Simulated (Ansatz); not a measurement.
# Phonon-limited resistivity of Ta, calculated with Ansatz

Space group Im-3m (No. 229), 1 atom in the cell of the first input below: a = 2.874 Å, b = 2.874 Å, c = 2.874 Å, α = 109.47°, β = 109.47°, γ = 109.47°.

The cell was built from a prototype of a structure type listed for this element, relaxed without spin–orbit coupling to zero pressure (pressure 0.0 GPa with this functional, without spin–orbit coupling). Functional: PBE.

Input:

```yaml
crystal:
  lattice:
    - [-1.6593554581, 1.6593554581, 1.6593554581]
    - [1.6593554581, -1.6593554581, 1.6593554581]
    - [1.6593554581, 1.6593554581, -1.6593554581]
  atoms:
    - { symbol: Ta, position: [0.0, 0.0, 0.0] }
basis:
  ecutwfc: 420
  ecutrho_ratio: 4
kpoints:
  mp_grid: { grid: [15, 15, 15] }
hamiltonian:
  xc: pbe
scf:
  occupations: { method: methfessel_paxton, width: 0.2 }
output: {}
phonons:
  supercell: [3, 3, 3]
  qpath:
    path:
      - [[0.0, 0.0, 0.0], [0.5, -0.5, 0.5], [0.0, 0.0, 0.5], [0.0, 0.0, 0.0], [0.25, 0.25, 0.25], [0.5, -0.5, 0.5]]
      - [[0.25, 0.25, 0.25], [0.0, 0.0, 0.5]]
    npoints: 6
  electrical_resistivity: { mesh: [30, 30, 30], temperatures: [50, 100, 200, 300, 500] }
  superconductivity: { mesh: [30, 30, 30], eliashberg_equations: false }
```

```bash
ansatz run input.yaml --threads 8 --pin off --max-ram 15360MiB --backend cpu --events-out ev --progress --plain --runs-dir out
```

Time: 5.1 min on 8 threads of Intel(R) Xeon(R) Processor @ 2.50GHz (Skylake/Cascade Lake), with other jobs on the host, peak memory 6.4 GiB.

λ_tr,xx from the finest mesh down: 0.924, 0.943. The next coarser mesh moves the resistivity at 300 K by under 1 % along the axis that moves most.

The run gives λ_tr,xx = 0.924 and a Drude plasma energy ħω_p,xx = 8.68 eV.

Estimate the resistivity along x at 300 K from the high-temperature formula.

ħ/τ = 2π λ_tr k_B T = 0.1501 eV and ρ = 1/(ε0 ω_p² τ) = 14.81 μΩ cm. The Boltzmann solution gives 14.08 μΩ cm, so the estimate is 5 % high.

| T (K) | ρ_xx (μΩ cm) | ρ_zz (μΩ cm) | formula, xx | R_H, field along x, y or z (10⁻¹¹ m³/C) |
| --- | --- | --- | --- | --- |
| 50 | 1.06 | 1.06 | 2.47 | 9.4 |
| 100 | 3.87 | 3.87 | 4.94 | 9.67 |
| 200 | 9.10 | 9.10 | 9.87 | 9.74 |
| 300 | 14.08 | 14.08 | 14.81 | 9.8 |
| 500 | 23.94 | 23.94 | 24.69 | 10 |

At 300 K the next coarser mesh moves R_H by under 1 %.

At 50 K the solution is 0.43 times the linear formula, and at 500 K 0.97 times. The formula is meant for temperatures above the phonon energies and for bands that vary little within k_B T.

Caveats: no spin-orbit coupling, which matters for these elements; small supercell, couplings not converged in it.

The resistivity of tantalum rises steeply at low temperature and becomes nearly linear towards 500 K, as expected for Bloch–Grüneisen transport. On cooling, the higher-energy phonons freeze out, and the long-wavelength ones that remain scatter mostly through small angles, which relaxes the current poorly. The linear formula counts every mode as classically excited, so it overshoots most at 50 K and converges on the full solution from above. The sizeable transport coupling probably reflects the 5d character of the states at the Fermi level, whose directional bonding responds strongly to atomic displacements.

The positive Hall coefficient agrees with the known hole-like behaviour of tantalum, whose partly filled d bands give a Fermi surface dominated by hole sheets. It changes little while the resistivity grows more than twentyfold, which suggests that the relative scattering rates around the Fermi surface shift only modestly. With several sheets contributing, its inverse isn't a direct carrier count. In real samples, impurity scattering would add to the resistivity, most noticeably at 50 K.
